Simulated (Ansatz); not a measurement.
**Strength of the O–C bond: C3H6F2O → C2H4FO + CH2F**

Species: C3H6F2O `FCCOCF`, singlet; C2H4FO `[O]CCF`, doublet; CH2F `[CH2]F`, doublet. 

Shapes, held fixed at every level: PBE0-D4/def2-TZVP. Flexible molecules stand in one conformer, not always the lowest. Programs: Ansatz 0.2.0. The zero-point and thermal change to 298 K, harmonic and unscaled (PBE0-D4/def2-TZVP), is -25.9 kJ/mol.

| level | kind | ΔH(298 K) (kJ/mol) | less CCSD(T)/CBS estimate | CPU time (sum over the molecules) |
| --- | --- | --- | --- | --- |
| HF/def2-TZVPP | Hartree–Fock | +241.3 | -159.9 | – |
| SPW92/def2-TZVPP | LDA | +458.7 | +57.5 | 12 s |
| r2SCAN-D4/def2-TZVPP | meta-GGA | +359.3 | -41.9 | 53 s |
| B3LYP-D4/def2-TZVPP | global hybrid | +365.1 | -36.1 | 42 s |
| CCSD(T)/def2-SVP | coupled cluster or CI | +387.3 | -13.9 | 50 s |
| CCSD(T)/def2-TZVPP | coupled cluster or CI | +390.3 | -10.9 | 17 min |
| CCSD/def2-TZVPP | coupled cluster or CI | +377.8 | -23.4 | – |
| CCSD(T)/CBS estimate | coupled cluster or CI | +401.2 | 0.0 | 21 min |

The highest level, CCSD(T)/CBS estimate, gives ΔH(298 K) = +401.2 kJ/mol; the levels span +241.3 to +458.7. The column of differences is taken from that level and isn't an error. Hartree–Fock misses the correlation of the pair that is broken and comes out low. No measured value is set beside it here. Open shells run unrestricted unless RO is named. The CBS estimate extrapolates MP2 from def2-TZVPP and def2-QZVPP and adds CCSD(T) − MP2 in the triple-zeta set, cores frozen. Times are processor times on shared x86 and Arm servers, and rough.

Breaking the bond between oxygen and the fluoromethyl carbon costs +401.2 kJ/mol at the highest level, which is strong for an ether C–O single bond. The likely reason is the anomeric O–C–F unit: an oxygen lone pair donates into the C–F σ* orbital, and this stabilisation is lost on cleavage. Fluorine lone-pair donation stabilises the CH2F radical only modestly, and the alkoxy radical keeps its unpaired electron largely on oxygen, so neither fragment recovers much of the loss.

Correlation provides a large part of the binding. Connected triples strengthen the bond further relative to CCSD, and the small change from def2-SVP to def2-TZVPP in CCSD(T) is no sign of convergence, since the extrapolated value lies clearly higher. LDA shows its familiar overbinding, whereas r2SCAN-D4 and B3LYP-D4 both fall well below the coupled-cluster estimate, probably through an imperfect balance of exchange and correlation between ether and radicals. Without the other C–O and C–C cleavages, the result doesn't identify the molecule's weakest bond.
